Dear colleague,

The exchange hole is not a unique local object. A pair of points $(\mathbf r_1,\mathbf r_2)$ has to be credited to some single point $\mathbf r$ before anyone can draw ``the hole at $\mathbf r$'' or ``the exchange energy density at $\mathbf r$'', and the usual choice, $\mathbf r=\mathbf r_1$, is one member of a continuous family, discussed for instance by Tao, Springborg and Perdew (2003). I derive below what survives a change of that choice and what does not, and work out a two-electron ion of nuclear charge $Z$ in closed form. Hartree atomic units are used: lengths in bohr, energies in hartree.

\medskip\noindent\textbf{1. Premises}

(a) The reference state is a single determinant (Hartree--Fock or Kohn--Sham) of orthonormal spin orbitals with collinear spin. For spin $\sigma$,
\begin{equation}
\gamma_\sigma(\mathbf r_1,\mathbf r_2)=\sum_i \psi_{i\sigma}(\mathbf r_1)\psi_{i\sigma}^*(\mathbf r_2),\qquad \rho_\sigma(\mathbf r)=\gamma_\sigma(\mathbf r,\mathbf r).
\end{equation}
(b) The exchange energy is
\begin{equation}
E_x=-\frac12\sum_\sigma\iint d^3r_1\,d^3r_2\,\frac{P_\sigma(\mathbf r_1,\mathbf r_2)}{|\mathbf r_2-\mathbf r_1|},\qquad P_\sigma=|\gamma_\sigma(\mathbf r_1,\mathbf r_2)|^2 .
\label{Ex}
\end{equation}
(c) The system is finite and the orbitals decay exponentially. They are smooth except for cusps at the nuclei.

Three properties of $P_\sigma$ follow. It is non-negative. It is symmetric, because $\gamma_\sigma(\mathbf r_2,\mathbf r_1)=\gamma_\sigma^*(\mathbf r_1,\mathbf r_2)$. Orthonormality gives
\begin{equation}
\int d^3r_2\,P_\sigma=\sum_{ij}\psi_{i\sigma}(\mathbf r_1)\psi_{j\sigma}^*(\mathbf r_1)\,\delta_{ij}=\rho_\sigma(\mathbf r_1).
\label{idem}
\end{equation}
I count the hole as a positive quantity, the density of same-spin electrons removed. From here on the spin label is dropped, and $\rho$ is the density of \emph{one} spin.

\medskip\noindent\textbf{2. The transformation}

For a real constant $\lambda$ define
\begin{equation}
\mathbf r=\lambda\mathbf r_1+(1-\lambda)\mathbf r_2,\qquad \mathbf u=\mathbf r_2-\mathbf r_1 ,
\end{equation}
with the inverse $\mathbf r_1=\mathbf r+a\mathbf u$, $\mathbf r_2=\mathbf r+b\mathbf u$, where $a=\lambda-1$ and $b=\lambda$. For each Cartesian component the Jacobian matrix $\partial(x_1,x_2)/\partial(x,u_x)$ has rows $(1,a)$ and $(1,b)$ and determinant $b-a=1$. So $d^3r_1d^3r_2=d^3r\,d^3u$ for every $\lambda$. The transformed hole and the energy density are
\begin{equation}
h_\lambda(\mathbf r,\mathbf u)=\frac{P(\mathbf r+a\mathbf u,\mathbf r+b\mathbf u)}{\rho(\mathbf r)},\qquad
e_\lambda(\mathbf r)=\rho\,\varepsilon_\lambda=-\frac12\,\rho(\mathbf r)\int d^3u\,\frac{h_\lambda(\mathbf r,\mathbf u)}{u}.
\label{hole}
\end{equation}
At $\lambda=1$ this is the conventional hole around an electron at $\mathbf r$; at $\lambda=\tfrac12$ the pair is credited to its midpoint. Exchanging the arguments of $P$ gives $h_\lambda(\mathbf r,\mathbf u)=h_{1-\lambda}(\mathbf r,-\mathbf u)$. Anything averaged over the direction of $\mathbf u$ is therefore the same for $\lambda$ and $1-\lambda$, and the midpoint hole is even in $\mathbf u$.

\medskip\noindent\textbf{3. What does not change}

\emph{Energy.} The Coulomb kernel depends on $u$ alone and the Jacobian is one, so \eqref{Ex} becomes $E_x=\sum_\sigma\int d^3r\,e_\lambda(\mathbf r)$ for all $\lambda$. The integrand has one sign, so the order of integration is free.

\emph{System-averaged hole.} At fixed $\mathbf u$, shift the integration variable to $\mathbf r_1=\mathbf r+a\mathbf u$:
\begin{equation}
\int d^3r\,\rho(\mathbf r)h_\lambda(\mathbf r,\mathbf u)=\int d^3r_1\,P(\mathbf r_1,\mathbf r_1+\mathbf u).
\label{sysav}
\end{equation}
The right side contains no $\lambda$. The statement holds for each vector $\mathbf u$, before any angular average. It contains the invariance of $E_x$ as a special case, and also that of exchange with any other kernel that depends on $u$ only, such as the $\mathrm{erfc}(\omega u)/u$ of range-separated hybrids with constant $\omega$.

\emph{On-top value.} At $\mathbf u=0$ both arguments equal $\mathbf r$, so $h_\lambda(\mathbf r,0)=\rho^2/\rho=\rho(\mathbf r)$.

\medskip\noindent\textbf{4. The curvature}

Take $\mathbf r$ away from nuclei and write $D=\mathbf u\cdot\nabla$. Expanding each orbital factor to second order,
\begin{equation}
\gamma=\rho+\sum_i\left(a\psi_i^*D\psi_i+b\psi_iD\psi_i^*\right)+\sum_i\left(\tfrac{a^2}{2}\psi_i^*D^2\psi_i+\tfrac{b^2}{2}\psi_iD^2\psi_i^*+ab|D\psi_i|^2\right)+O(u^3).
\end{equation}
Call the two sums $\gamma_1$ and $\gamma_2$. Define
\begin{equation}
\tau=\sum_i|\nabla\psi_i|^2,\qquad \mathbf j=\mathrm{Im}\sum_i\psi_i^*\nabla\psi_i .
\end{equation}
This $\tau$ carries no factor $\tfrac12$ (Becke's convention); it is twice the kinetic energy density of the spin. Since $\sum_i\psi_i^*D\psi_i=\tfrac12D\rho+i\,\mathbf u\cdot\mathbf j$,
\begin{equation}
\gamma_1=\tfrac12(a+b)D\rho+i(a-b)\,\mathbf u\cdot\mathbf j .
\end{equation}
Through second order $|\gamma|^2=\rho^2+2\rho\,\mathrm{Re}\gamma_1+|\gamma_1|^2+2\rho\,\mathrm{Re}\gamma_2$. The linear term gives $h_\lambda=\rho+(2\lambda-1)\,\mathbf u\cdot\nabla\rho+\dots$, a tilt that vanishes at the midpoint choice and averages to zero over directions for any $\lambda$. For the quadratic terms use $\langle u_\alpha u_\beta\rangle=u^2\delta_{\alpha\beta}/3$:
\begin{align}
\langle|\gamma_1|^2\rangle&=\frac{u^2}{3}\left[\tfrac14(a+b)^2|\nabla\rho|^2+(a-b)^2|\mathbf j|^2\right],\\
\langle\mathrm{Re}\gamma_2\rangle&=\frac{u^2}{3}\left[\tfrac12(a^2+b^2)\,\mathrm{Re}\sum_i\psi_i^*\nabla^2\psi_i+ab\,\tau\right].
\end{align}
Differentiating $\rho=\sum_i|\psi_i|^2$ twice gives $\mathrm{Re}\sum_i\psi_i^*\nabla^2\psi_i=\tfrac12\nabla^2\rho-\tau$. The coefficient of $\tau$ in $2\,\mathrm{Re}\gamma_2$ is then $-(a^2+b^2)+2ab=-(a-b)^2=-1$. With $a+b=2\lambda-1$ and $a^2+b^2=2(\lambda^2-\lambda+\tfrac12)$, division by $\rho$ gives $\langle h_\lambda\rangle=\rho+Q_\lambda u^2+O(u^4)$, where
\begin{equation}
Q_\lambda=\frac16\left[2\left(\lambda^2-\lambda+\tfrac12\right)\nabla^2\rho-2\tau+(2\lambda-1)^2\frac{|\nabla\rho|^2}{2\rho}+\frac{2|\mathbf j|^2}{\rho}\right].
\label{Q}
\end{equation}
Odd orders vanish in the angular average. For real orbitals $\mathbf j=0$, and I assume this from now on. At $\lambda=1$, \eqref{Q} is $\tfrac16[\nabla^2\rho-2\tau+|\nabla\rho|^2/2\rho]$, the curvature used in the model hole of Becke and Roussel (1989). At $\lambda=\tfrac12$ the gradient term is absent and the Laplacian is halved. For a closed shell with total density $n=2\rho$ and total kinetic energy density $t=\tfrac12\sum|\nabla\psi|^2$ over both spins, $t$ equals the $\tau$ above, and the bracket reads $(\lambda^2-\lambda+\tfrac12)\nabla^2n-2t+(2\lambda-1)^2|\nabla n|^2/4n$.

Equation \eqref{sysav} demands that $\int\rho Q_\lambda$ be free of $\lambda$. Subtract the $\lambda=1$ case. The Laplacian coefficient changes by $-2\lambda(1-\lambda)$, and $(2\lambda-1)^2/2-\tfrac12=-2\lambda(1-\lambda)$ as well, so
\begin{equation}
\rho\,(Q_\lambda-Q_1)=-\frac{\lambda(1-\lambda)}{3}\left[\rho\nabla^2\rho+|\nabla\rho|^2\right]=-\frac{\lambda(1-\lambda)}{6}\nabla^2(\rho^2),
\label{dQ}
\end{equation}
which integrates to zero.

\medskip\noindent\textbf{5. What changes}

\emph{Energy density.} Both arguments of $P$ in \eqref{hole} move by $\mathbf u\,d\lambda$ when $\lambda$ changes, and both move together when $\mathbf r$ changes. Hence $\partial_\lambda P=\mathbf u\cdot(\nabla_1+\nabla_2)P=\mathbf u\cdot\nabla_{\mathbf r}P$ at fixed $\mathbf u$. The gradients are bounded at a cusp, so the derivative may be taken outside the $\mathbf u$ integral, and
\begin{equation}
e_\lambda-e_1=\nabla\cdot\mathbf G_\lambda,\qquad
\mathbf G_\lambda(\mathbf r)=-\frac12\int_1^\lambda d\lambda'\int d^3u\,\frac{\mathbf u}{u}\,P\big(\mathbf r+(\lambda'-1)\mathbf u,\mathbf r+\lambda'\mathbf u\big).
\label{div}
\end{equation}
A distant $\mathbf r$ requires at least one distant argument of $P$, so $\mathbf G_\lambda$ decays exponentially and the divergence integrates to zero.

\emph{Normalisation.} Let $N_\lambda(\mathbf r)=\int d^3u\,h_\lambda$. For $\lambda=1$ the first argument of $P$ is fixed at $\mathbf r$, for $\lambda=0$ the second is, and \eqref{idem} gives $N=1$ at every point. For any $\lambda$, integrating \eqref{sysav} over $\mathbf u$ gives $\int\rho N_\lambda=\int\rho$: the density-weighted mean stays one. That the local rule must fail otherwise follows from the vector identity
\begin{equation}
|\lambda\mathbf r_1+(1-\lambda)\mathbf r_2|^2=\lambda r_1^2+(1-\lambda)r_2^2-\lambda(1-\lambda)u^2 .
\end{equation}
Multiply by $P$, integrate over both points, and use \eqref{idem} and the symmetry of $P$:
\begin{equation}
\int d^3r\,r^2\rho N_\lambda=\int d^3r\,r^2\rho-\lambda(1-\lambda)\iint P\,u^2 .
\label{momN}
\end{equation}
The last integral is strictly positive, so in a finite system $N_\lambda$ cannot be one everywhere unless $\lambda$ is 0 or 1. Since its weighted mean is one, it exceeds one somewhere and falls short somewhere else. Multiplying instead by $-P/2u$, whose symmetry makes the $r_1^2$ and $r_2^2$ moments equal,
\begin{equation}
\int d^3r\,r^2\,(e_\lambda-e_1)=+\frac{\lambda(1-\lambda)}{2}\iint P\,u .
\label{mome}
\end{equation}
So the divergence in \eqref{div} is not identically zero. For $0<\lambda<1$ the negative energy density is drawn inwards, most strongly, by this measure, at $\lambda=\tfrac12$.

\medskip\noindent\textbf{6. The two-electron ion}

In the spin-restricted singlet ground state each spin occupies the same real orbital $\phi$. Then $\rho=\phi^2$, $P=\rho(\mathbf r_1)\rho(\mathbf r_2)$ and $\tau=|\nabla\rho|^2/4\rho$, and \eqref{Q} reduces to
\begin{equation}
Q_\lambda=\frac13\left[\left(\lambda^2-\lambda+\tfrac12\right)\nabla^2\rho-\lambda(1-\lambda)\frac{|\nabla\rho|^2}{\rho}\right],
\end{equation}
so $Q_1=\tfrac16\nabla^2\rho$ and $Q_{1/2}=\tfrac1{12}\rho\nabla^2\ln\rho$. The conventional hole is $h_1=\rho(\mathbf r+\mathbf u)$: it stays on the nucleus wherever the reference electron goes.

For numbers I assume the model orbital $\phi=(\zeta^3/\pi)^{1/2}e^{-\zeta r}$ and write $x=\zeta r$, $w=\zeta u$. At $\lambda=1$, $\varepsilon_1$ is minus half the electrostatic potential of $\rho$,
\begin{equation}
\varepsilon_1=-\frac{\zeta}{2}\left[\frac1x-e^{-2x}\left(1+\frac1x\right)\right].
\label{e1}
\end{equation}
Its average with the radial weight $4x^2e^{-2x}$ is $-2\zeta[\tfrac14-\tfrac1{32}-\tfrac1{16}]=-5\zeta/16$, so $E_x=-J$ with the Coulomb integral $J=5\zeta/8$. The total energy is $\zeta^2-2Z\zeta+J$ (kinetic, nuclear, Hartree $2J$ plus exchange $-J$), which is least at $\zeta=Z-5/16$, where it equals $-\zeta^2$.

\emph{Curvature.} With $\nabla^2\rho=4\zeta^2(1-1/x)\rho$ and $|\nabla\rho|^2/\rho=4\zeta^2\rho$,
\begin{equation}
Q_\lambda=\frac23\zeta^2\rho\left[(2\lambda-1)^2-\frac{2(\lambda^2-\lambda+\frac12)}{x}\right].
\label{Qm}
\end{equation}
Thus $Q_1=\tfrac23\zeta^2\rho(1-1/x)$ changes sign at $x=1$, whereas $Q_{1/2}=-\zeta^2\rho/3x$ is negative everywhere. The midpoint hole in fact has its maximum at $\mathbf u=0$, since $r_1+r_2\ge|\mathbf r_1+\mathbf r_2|=2r$. All the $Q_\lambda$ coincide at $x=\tfrac12$, where $\nabla^2(\rho^2)=0$, as \eqref{dQ} requires.

\emph{System average.} The right side of \eqref{sysav} is an overlap of two exponentials a distance $u$ apart. In prolate spheroidal coordinates with focal distance $2c$, $r_1+r_2=2c\,\xi$, $r_1-r_2=2c\,\eta$ and the volume element is $c^3(\xi^2-\eta^2)\,d\xi\,d\eta\,d\varphi$. The $\eta$ integral gives $2\xi^2-\tfrac23$, and $\int_1^\infty(2\xi^2-\tfrac23)e^{-p\xi}d\xi=4e^{-p}(1+p+p^2/3)/p^3$. With $2c=u$ and $p=2w$,
\begin{equation}
\int d^3r\,\rho\,h_\lambda=\frac{\zeta^3}{8\pi}e^{-2w}\left(1+2w+\tfrac43w^2\right)=\frac{\zeta^3}{8\pi}\left(1-\tfrac23w^2+\dots\right).
\end{equation}
The average of $1/x$ with weight $x^2e^{-4x}$ is 2, so the bracket in \eqref{Qm} averages to $(2\lambda-1)^2-4(\lambda^2-\lambda+\tfrac12)=-1$, which reproduces the $-\tfrac23w^2$.

\emph{Midpoint normalisation.} Put $\mathbf s=\mathbf u/2$, so $d^3u=8\,d^3s$. The distances $|\mathbf r-\mathbf s|$ and $|\mathbf r+\mathbf s|$ are measured from foci at $\pm\mathbf r$, so $c=r$ and $p=4x$:
\begin{equation}
N_{1/2}=16x^3e^{2x}\int_1^\infty\left(2\xi^2-\tfrac23\right)e^{-4x\xi}d\xi=e^{-2x}\left(1+4x+\tfrac{16}{3}x^2\right).
\label{Nh}
\end{equation}
Its weighted mean is $4[\tfrac1{32}+\tfrac3{32}+\tfrac18]=1$. The moment $\int r^2\rho N_{1/2}$ is $\tfrac32\zeta^{-2}$, in accord with \eqref{momN}, where $\int r^2\rho=3\zeta^{-2}$ and $\iint Pu^2=6\zeta^{-2}$. The maximum lies at the root of $16x^2-4x-3=0$, $x=0.576$, where $N_{1/2}=1.603$, and $N_{1/2}$ falls through one at $x=1.440$. The value $N_{1/2}(0)=1$ is peculiar to the pure exponential, for which $h_\lambda(0,\mathbf u)=\rho(0)e^{-2w}$ for all $0\le\lambda\le1$. A Gaussian density would give $2^{3/2}$ there.

\emph{Midpoint energy.} In the same coordinates $u=2r(\xi^2+\eta^2-1)^{1/2}$. With $A(\xi)=\tfrac12\ln\frac{\xi+1}{\xi-1}$, the $\eta$ integrals of $1$ and $\eta^2$ over $(\xi^2+\eta^2-1)^{1/2}$ are $2A$ and $\xi-(\xi^2-1)A$, so
\begin{equation}
\varepsilon_{1/2}=-4\zeta x^2e^{2x}\int_1^\infty e^{-p\xi}\left[(3\xi^2-1)A-\xi\right]d\xi .
\label{ehint}
\end{equation}
Averaging over $4x^2e^{-2x}$ first, with $y=1/\xi$, gives $-\tfrac38\zeta\int_0^1[(3y-y^3)\,\mathrm{artanh}\,y-y^2]\,dy=-\tfrac38\zeta[\tfrac32-\tfrac13-\tfrac13]=-5\zeta/16$, the same as for $\lambda=1$. For the local value, splitting the logarithm gives $\int_1^\infty e^{-p\xi}A\,d\xi=[e^{-p}(\gamma_E+\ln2p)+e^pE_1(2p)]/2p$, with Euler's constant $\gamma_E$ and $E_1(z)=\int_z^\infty e^{-y}dy/y$. The factor $\xi^2$ is produced by two derivatives with respect to $p$, and collecting terms,
\begin{equation}
\varepsilon_{1/2}=-\frac{\zeta e^{-p/2}}{4p}\Big[(\gamma_E+\ln2p)(p^2+3p+3)+e^{2p}E_1(2p)(p^2-3p+3)-p^2-4p\Big].
\label{eh}
\end{equation}
Both \eqref{e1} and \eqref{eh} tend to $-\zeta/2$ at the nucleus. Their $r^2$ moments per spin are $-84/128\zeta$ and $-49/128\zeta$; the difference $35/128\zeta$ is what \eqref{mome} gives with $\iint Pu=35/16\zeta$.

\emph{Tail.} For $\lambda\ge\tfrac12$ the triangle inequality gives $r\le\lambda r_1+|1-\lambda|r_2\le\lambda(r_1+r_2)$, with equality at $r_2=0$. Up to powers of $x$, $N_\lambda$ and $\varepsilon_\lambda$ therefore vary as $\exp[-2x(1-\lambda)/\lambda]$ for $\lambda\neq1$. Only $\lambda=0,1$ give $\varepsilon\to-1/2r$. In between the decay is exponential, and for $\lambda>1$ (or $\lambda<0$) both quantities grow exponentially, although $\rho N_\lambda$ and $e_\lambda$ still decay.

\medskip\noindent\textbf{7. Range of validity}

(i) The invariances of section 3 and the divergence form \eqref{div} need only a constant $\lambda$, a kernel depending on $u$, and decay at infinity (or periodicity, with integrals over a cell). They hold for any real $\lambda$, but the tail result confines a useful hole to $0\le\lambda\le1$.

(ii) Unit normalisation at $\lambda=0,1$ needs \eqref{idem}, that is, integer occupation. The proof of its loss needs finite moments. In the uniform gas $P$ depends on $\mathbf u$ alone, nothing changes with $\lambda$, and the hole stays normalised.

(iii) Equation \eqref{Q} needs $\rho>0$ and smooth orbitals. For the ion the series in $u$ converges for $u<r/\max(\lambda,1-\lambda)$, the separation at which one partner can reach the nucleus. At the nucleus $Q_\lambda$ diverges as $1/r$ and the hole starts linearly in $u$.

(iv) The curvature is an exchange result. The correlated pair density of opposite spins has a cusp linear in $u$, so \eqref{Q} does not carry over, though the argument behind \eqref{sysav} does.

(v) Invariance is lost once the energy density is weighted locally. In a local hybrid with mixing function $g(\mathbf r)$, \eqref{div} gives $\int g\,(e_\lambda-e_1)=-\int\mathbf G_\lambda\cdot\nabla g$, which need not vanish. A model hole fitted to $\rho$ and $Q_\lambda$ and forced to hold one electron is not obeying an exact local condition unless $\lambda$ is 0 or 1, and its energy will in general depend on $\lambda$.

(vi) The exchange potential, being the functional derivative of the invariant $E_x$, does not depend on $\lambda$. For this ion $E_x=-J[\rho]$ and the potential is $2\varepsilon_1$, with its $-1/r$ tail. No orbital energy or total energy computed with exact exchange can reveal $\lambda$.

\medskip\noindent\textbf{8. Numbers for a model Li$^+$}

For $Z=3$, $\zeta=2.6875$ bohr$^{-1}$, and the model's exchange energy is $-1.680$ hartree ($-45.7$ eV), or $-0.840$ hartree per electron, for every $\lambda$. The last five columns below hold for any $Z$; the radii are for Li$^+$.
\begin{center}
\begin{tabular}{ccccccc}
$x$ & $r$ (bohr) & $Q_1/\zeta^2\rho$ & $Q_{1/2}/\zeta^2\rho$ & $N_{1/2}$ & $\varepsilon_1/\zeta$ & $\varepsilon_{1/2}/\zeta$\\ \hline
0.5 & 0.186 & $-0.667$ & $-0.667$ & 1.594 & $-0.448$ & $-0.631$\\
1 & 0.372 & $0$ & $-0.333$ & 1.398 & $-0.365$ & $-0.433$\\
2 & 0.744 & $0.333$ & $-0.167$ & 0.556 & $-0.236$ & $-0.121$\\
3 & 1.116 & $0.444$ & $-0.111$ & 0.151 & $-0.165$ & $-0.026$
\end{tabular}
\end{center}

The quadratic term can be tested at $x=1$, $w=0.5$. For $\lambda=\tfrac12$ direct angular integration gives $\langle h\rangle/\rho=0.921$ against $1-w^2/3=0.917$, so the neglected orders are about a twentieth of the retained one. For $\lambda=1$ the average is $(e^{2x}/2xw)\int_{x-w}^{x+w}se^{-2s}ds=0.991$. There $Q_1$ vanishes, and the whole departure from one, $-0.009$, comes from fourth and higher orders.

These are the model's numbers, and the single exponent limits them. A self-consistent orbital has logarithmic slope $-Z$ at the nucleus and decays far out with exponent $\kappa=(-2\epsilon)^{1/2}$, where $\epsilon$ is the orbital energy. The model's own expectation value, $\epsilon=\tfrac12\zeta^2-Z\zeta+J=-2.771$ hartree, gives $\kappa=2.35$ bohr$^{-1}$, less than $\zeta$. Putting $\kappa$ for $\zeta$ in \eqref{Nh} at fixed radius is a rough test of sensitivity: $N_{1/2}$ goes from 1.398 to 1.49 at 0.372 bohr, but from 0.151 to 0.25 at 1.116 bohr. The last row shows a trend, and this test suggests that it is too small in $N_{1/2}$. For H$^-$ the model should not be used, since its energy, $-(11/16)^2=-0.473$ hartree, lies above the $-\tfrac12$ of a hydrogen atom and a free electron.

Moving the reference point from one electron to the midpoint changes the model's exchange energy per electron from $-0.980$ to $-1.163$ hartree at 0.372 bohr, a shift of $-5.0$ eV, and from $-0.635$ to $-0.325$ hartree at 0.744 bohr, a shift of $+8.4$ eV. The hole holds 1.398 electrons at the first radius and 0.556 at the second. Weighted with the density, these shifts cancel exactly, and both descriptions return $E_x=-5\zeta/8$.